SiH₄ (singlet) at one fixed PBE0 geometry, computed with PySCF 2.14.0 by non-relativistic Hartree–Fock and density-functional theory (def2-TZVP, density fitting). Ionisation energies are vertical total-energy differences with an unrestricted cation; HOMO and LUMO are levels of the neutral molecule. Exact-exchange shares follow the functionals' definitions, rounded to whole per cent.

## Numerical check

```python
# Table: SiH4, PySCF, def2-TZVP, one geometry; vertical ionisation energy (energy difference),
# HOMO and LUMO for HF and seven functionals against the share a of exact exchange.
# Tested: A) IE follows -HOMO, B) rigid shift of all levels, C) curvature model D = IE+HOMO = (1-a)K - R.
T = {
    'method': ['PBE', 'r2SCAN', 'TPSSh', 'B3LYP', 'PBE0', 'BHandHLYP', 'HF', 'B97-3'],
    'exx': [0, 0, 10, 20, 25, 50, 100, None],  # %
    'ie': [12.13, 12.3, 12.41, 12.46, 12.43, 12.66, 12.41, 12.48],  # eV
    'homo': [-8.51, -8.86, -9.29, -9.66, -9.86, -11.16, -13.23, -9.94],  # eV
    'lumo': [0.24, 0.71, 0.78, 0.84, 1.07, 1.88, 3.9, 1.3],  # eV
}
import numpy as np
from scipy import constants as C
m = list(T['method'])
ie, ho, lu = (np.array(T[k], float) for k in ('ie', 'homo', 'lumo'))
a = np.array([np.nan if v is None else v for v in T['exx']], float) / 100
D = ie + ho
mid, gap = (ho + lu) / 2, lu - ho
ok = ~np.isnan(a)
ix = {k: i for i, k in enumerate(m)}
h, b = ix['HF'], ix['B97-3']
dft = ok.copy(); dft[h] = False
rms = lambda r: float(np.sqrt(np.mean(r**2)))
print("rounding floor: 0.005 eV per entry, 0.01 eV for D and gap")
print(f"ranges eV: IE {np.ptp(ie):.2f} HOMO {np.ptp(ho):.2f} LUMO {np.ptp(lu):.2f} D {np.ptp(D):.2f} midgap {np.ptp(mid):.2f} gap {np.ptp(gap):.2f}")
print(f"range IE / range HOMO = {np.ptp(ie)/np.ptp(ho):.3f}")
print(f"A: IE=-HOMO rms {rms(D):.2f} eV; with offset {D.mean():.2f} eV rms {rms(D-D.mean()):.2f} eV; constant IE {ie.mean():.2f} rms {ie.std():.2f} eV")
print(f"A: slope dIE/d(-HOMO): all rows {np.polyfit(-ho, ie, 1)[0]:.3f}, without HF {np.polyfit(np.delete(-ho, h), np.delete(ie, h), 1)[0]:.3f} (A needs 1)")
print(f"B: slope dLUMO/dHOMO all rows {np.polyfit(ho, lu, 1)[0]:.2f} (B needs +1)")
print("lines in a, 7 rows with known a (eV per unit a):")
fit = {}
for n, y in (('IE', ie), ('HOMO', ho), ('LUMO', lu), ('midgap', mid), ('gap', gap), ('D', D)):
    p = np.polyfit(a[ok], y[ok], 1); fit[n] = p
    r = y[ok] - np.polyval(p, a[ok]); w = np.argmax(abs(r))
    print(f"  {n:6s} slope {p[0]:+.2f} at a=0 {p[1]:+.2f} rms {rms(r):.3f} worst {np.array(m)[ok][w]} {r[w]:+.2f}")
s, c = fit['D']
print(f"C: K = {-s:.2f} eV, R = {-(s+c):.2f} eV, D=0 at a = {-100*c/s:.0f} %")
print("row: a%, D, residual of C, midgap, gap (eV)")
for i, k in enumerate(m):
    t = f"{100*a[i]:4.0f} {D[i]:+.2f} {D[i]-np.polyval(fit['D'], a[i]):+.2f}" if ok[i] else f" n/a {D[i]:+.2f}   n/a"
    print(f"  {k:10s}{t} {mid[i]:+.2f} {gap[i]:.2f}")
print("lines from functionals only, extrapolated to a=1: slope, value, HF minus value (eV)")
sets = {'six DFT': np.where(dft)[0], 'PBE/PBE0': [ix['PBE'], ix['PBE0']], 'B3LYP/BHH': [ix['B3LYP'], ix['BHandHLYP']]}
for k, j in sets.items():
    out = []
    for n, y in (('IE', ie), ('HOMO', ho), ('D', D)):
        p = np.polyfit(a[j], y[j], 1)
        out.append(f"{n} {p[0]:+.2f} {p.sum():+.2f} {y[h]-p.sum():+.2f}")
    p = np.polyfit(a[j], D[j], 1)
    print(f"  {k}: " + " | ".join(out) + f" | D=0 at {-100*p[1]/p[0]:.0f} %")
print(f"  rounding amplified in PBE/PBE0 extrapolation: {0.005*(2/a[ix['PBE0']]-1):.3f} eV per column, twice for D")
i, j = ix['r2SCAN'], ix['PBE']
print(f"r2SCAN-PBE at a=0 (eV): IE {ie[i]-ie[j]:+.2f} HOMO {ho[i]-ho[j]:+.2f} LUMO {lu[i]-lu[j]:+.2f} D {D[i]-D[j]:+.2f}")
print(f"IE: HF-BHandHLYP {ie[h]-ie[ix['BHandHLYP']]:+.2f}, PBE0-B3LYP {ie[ix['PBE0']]-ie[ix['B3LYP']]:+.2f}, HF-PBE {ie[h]-ie[j]:+.2f} eV")
inv = lambda n, y: 100 * (y[b] - fit[n][1]) / fit[n][0]
print(f"B97-3 (not fitted) implied a: from D {inv('D', D):.0f} %, HOMO {inv('HOMO', ho):.0f} %, LUMO {inv('LUMO', lu):.0f} %")
print(f"  with rough recalled a = 27 %: residual of C {D[b]-np.polyval(fit['D'], 0.27):+.2f} eV")
k2 = C.e / (4 * np.pi * C.epsilon_0) * 1e10
print(f"order check: e^2/2r = {k2/(2*1.5):.1f} eV for rough recalled Si-H 1.5 A; r giving K = {k2/(-2*s):.1f} A")
print(f"further output, HF: IE+HOMO = {12.405-13.226:+.3f} eV; cation <S^2> excess = {0.81269-0.75:.3f}")
o = np.where(ok)[0]
assert all(D[p] > D[q] for p in o for q in o if a[p] < a[q])
assert D[h] < 0 and np.all(np.delete(D, h) > 0)
assert fit['HOMO'][0] < 0 < fit['LUMO'][0]
assert np.ptp(ie) < 0.2 * np.ptp(ho)
```

Output:

```
rounding floor: 0.005 eV per entry, 0.01 eV for D and gap
ranges eV: IE 0.53 HOMO 4.72 LUMO 3.66 D 4.44 midgap 0.59 gap 8.38
range IE / range HOMO = 0.112
A: IE=-HOMO rms 2.70 eV; with offset 2.35 eV rms 1.34 eV; constant IE 12.41 rms 0.14 eV
A: slope dIE/d(-HOMO): all rows 0.051, without HF 0.182 (A needs 1)
B: slope dLUMO/dHOMO all rows -0.75 (B needs +1)
lines in a, 7 rows with known a (eV per unit a):
  IE     slope +0.21 at a=0 +12.34 rms 0.132 worst BHandHLYP +0.22
  HOMO   slope -4.55 at a=0 -8.75 rms 0.120 worst PBE +0.24
  LUMO   slope +3.40 at a=0 +0.35 rms 0.191 worst r2SCAN +0.36
  midgap slope -0.57 at a=0 -4.20 rms 0.098 worst BHandHLYP -0.15
  gap    slope +7.96 at a=0 +9.10 rms 0.251 worst r2SCAN +0.47
  D      slope -4.34 at a=0 +3.59 rms 0.081 worst r2SCAN -0.15
C: K = 4.34 eV, R = 0.75 eV, D=0 at a = 83 %
row: a%, D, residual of C, midgap, gap (eV)
  PBE          0 +3.62 +0.03 -4.13 8.75
  r2SCAN       0 +3.44 -0.15 -4.07 9.57
  TPSSh       10 +3.12 -0.04 -4.25 10.07
  B3LYP       20 +2.80 +0.08 -4.41 10.50
  PBE0        25 +2.57 +0.07 -4.39 10.93
  BHandHLYP   50 +1.50 +0.08 -4.64 13.04
  HF         100 -0.82 -0.07 -4.67 17.13
  B97-3      n/a +2.54   n/a -4.32 11.24
lines from functionals only, extrapolated to a=1: slope, value, HF minus value (eV)
  six DFT: IE +0.85 +13.10 -0.69 | HOMO -4.88 -13.58 +0.35 | D -4.02 -0.48 -0.34 | D=0 at 88 %
  PBE/PBE0: IE +1.20 +13.33 -0.92 | HOMO -5.40 -13.91 +0.68 | D -4.20 -0.58 -0.24 | D=0 at 86 %
  B3LYP/BHH: IE +0.67 +12.99 -0.58 | HOMO -5.00 -13.66 +0.43 | D -4.33 -0.67 -0.15 | D=0 at 85 %
  rounding amplified in PBE/PBE0 extrapolation: 0.035 eV per column, twice for D
r2SCAN-PBE at a=0 (eV): IE +0.17 HOMO -0.35 LUMO +0.47 D -0.18
IE: HF-BHandHLYP -0.25, PBE0-B3LYP -0.03, HF-PBE +0.28 eV
B97-3 (not fitted) implied a: from D 24 %, HOMO 26 %, LUMO 28 %
  with rough recalled a = 27 %: residual of C +0.12 eV
order check: e^2/2r = 4.8 eV for rough recalled Si-H 1.5 A; r giving K = 1.7 A
further output, HF: IE+HOMO = -0.821 eV; cation <S^2> excess = 0.063
```
